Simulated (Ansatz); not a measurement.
## Strength of the C–C bond: C2H3F3O → CH3O + CF3

Species: C2H3F3O (2,2,2-trifluoroethanol) `OCC(F)(F)F`, singlet; CH3O (hydroxymethyl radical) `[CH2]O`, doublet; CF3 (trifluoromethyl radical) `F[C](F)F`, doublet. 

Shapes, held fixed at every level: PBE0-D4/def2-TZVP. Flexible molecules stand in one conformer, not always the lowest. Programs: Ansatz 0.2.0. The zero-point and thermal change to 298 K, harmonic and unscaled (PBE0-D4/def2-TZVP), is -16.5 kJ/mol.

```
                level                   kind  ΔH(298 K) (kJ/mol)  less CCSD(T)/CBS estimate  CPU time (sum over the molecules)
          HF/def2-SVP           Hartree–Fock              +304.9                     -102.1                                  –
  B3LYP-D4/def2-TZVPP          global hybrid              +372.0                      -35.0                               11 s
  BHLYP-D4/def2-TZVPP          global hybrid              +376.0                      -31.0                                9 s
r2SCAN0-D4/def2-TZVPP          global hybrid              +368.1                      -38.9                               16 s
    B2PLYP/def2-TZVPP          double hybrid              +378.6                      -28.4                               14 s
       MP2/def2-TZVPP    perturbation theory              +411.5                       +4.5                                  –
     CCSD(T)/def2-SVP  coupled cluster or CI              +398.5                       -8.5                               13 s
 CCSD(T)/CBS estimate  coupled cluster or CI              +407.0                        0.0                            4.7 min
```

The highest level, CCSD(T)/CBS estimate, gives ΔH(298 K) = +407.0 kJ/mol; the levels span +304.9 to +411.5. The column of differences is taken from that level and isn't an error. Hartree–Fock misses the correlation of the pair that is broken and comes out low. No measured value is set beside it here. Open shells run unrestricted unless RO is named. The CBS estimate extrapolates MP2 from def2-TZVPP and def2-QZVPP and adds CCSD(T) − MP2 in the triple-zeta set, cores frozen. Times are processor times on shared x86 and Arm servers, and rough.

Breaking this C–C bond costs +407.0 kJ/mol at the highest level, as expected of a strong single bond. The two fragments contribute differently. In hydroxymethyl, an oxygen lone pair delocalises into the half-filled carbon orbital and favours cleavage, whereas trifluoromethyl stays pyramidal, with its odd electron in an orbital of marked s character, and gains less from conjugation.

All three global hybrids underbind relative to coupled cluster, and their order doesn't follow their share of exact exchange. This suggests that they describe medium-range correlation between the groups joined by the bond incompletely, even with a dispersion term. B2PLYP, run without such a term, would probably move closer if one were added. MP2 lies only +4.5 kJ/mol from the reference, but part of that agreement is probably cancellation, since a larger basis usually strengthens the bond further. Without the same cleavage in ethanol or ethane, the calculation doesn't show whether fluorination strengthens the C–C bond.
